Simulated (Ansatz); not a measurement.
**SbH2Cl (SMILES [Cl][SbH2]): methods side by side**

SbH2Cl: 4 atoms, total charge 0, spin state singlet. As SMILES, `[Cl][SbH2]`. The coordinates come from a PBE0-D4/def2-TZVP relaxation.

```csv
atom,x (Å),y (Å),z (Å)
Cl,-1.7845,0.2887,-0.6315
Sb,0.5021,-0.2753,-0.5776
H,0.3797,-1.1837,0.8689
H,0.9583,1.1100,0.3199
```

Quantity: the energy change with the Sb2–H3 bond stretched from 1.712 to 2.569 Å, in eV. The values are calculated.

| level | kind | program | value (eV) | less FCI/STO-3G |
| --- | --- | --- | --- | --- |
| HF/STO-3G (restricted) | Hartree–Fock | Ansatz | 3.99 | +1.48 |
| SVWN5/STO-3G (restricted) | LDA | Ansatz | 2.80 | +0.29 |
| BLYP/STO-3G (restricted) | GGA | Ansatz | 2.62 | +0.11 |
| revPBE/STO-3G (restricted) | GGA | Ansatz | 2.63 | +0.12 |
| B3LYP/STO-3G (restricted) | global hybrid | Ansatz | 2.95 | +0.44 |
| wB97M-V/STO-3G (restricted) | range-separated hybrid | Ansatz | 3.29 | +0.78 |
| MP2/STO-3G (restricted) | perturbation theory | Ansatz | 3.26 | +0.75 |
| CCSDTQ/STO-3G (restricted) | coupled cluster or CI | Ansatz | 2.51 | 0.00 |
| FCI/STO-3G | exact in the basis | Ansatz | 2.51 | 0.00 |

FCI/STO-3G is exact within its basis and frozen core, so for wave-function methods in that basis the difference is their error; functionals converge differently with the basis, so for them it is only a difference. Spin-restricted single references rise too steeply as a bond breaks, Hartree–Fock most of all. All-electron rows without a relativistic Hamiltonian named are non-relativistic. The first shape isn't each level's own minimum. The values span 2.51 to 3.99 eV. All rows use very small basis sets, so even the best lies far from the true value. In the correlated wave-function rows the outer d shell of Sb is correlated, in sets not made for it.

Stretching the Sb–H bond brings its σ and σ* orbitals closer in energy, so the doubly excited σ*² configuration gains weight and left-right correlation grows. A single closed-shell determinant cannot reduce the ionic terms that keep both bonding electrons on one fragment, which accounts for the Hartree–Fock excess of 1.48 eV. MP2 removes only about half of this, whereas CCSDTQ reproduces the FCI value to the printed precision, so excitations beyond quadruples hardly matter for this energy change.

Among the functionals, the two GGAs give the lowest values, followed by LDA, the global hybrid and the range-separated hybrid, probably because semilocal exchange mimics part of the left-right correlation that exact exchange leaves out. The near agreement of BLYP and revPBE indicates little sensitivity to the choice between these two GGAs, but does not establish that either describes the stretched bond correctly. The energy change at this one elongation is not a bond dissociation energy, since the fragments are still interacting.
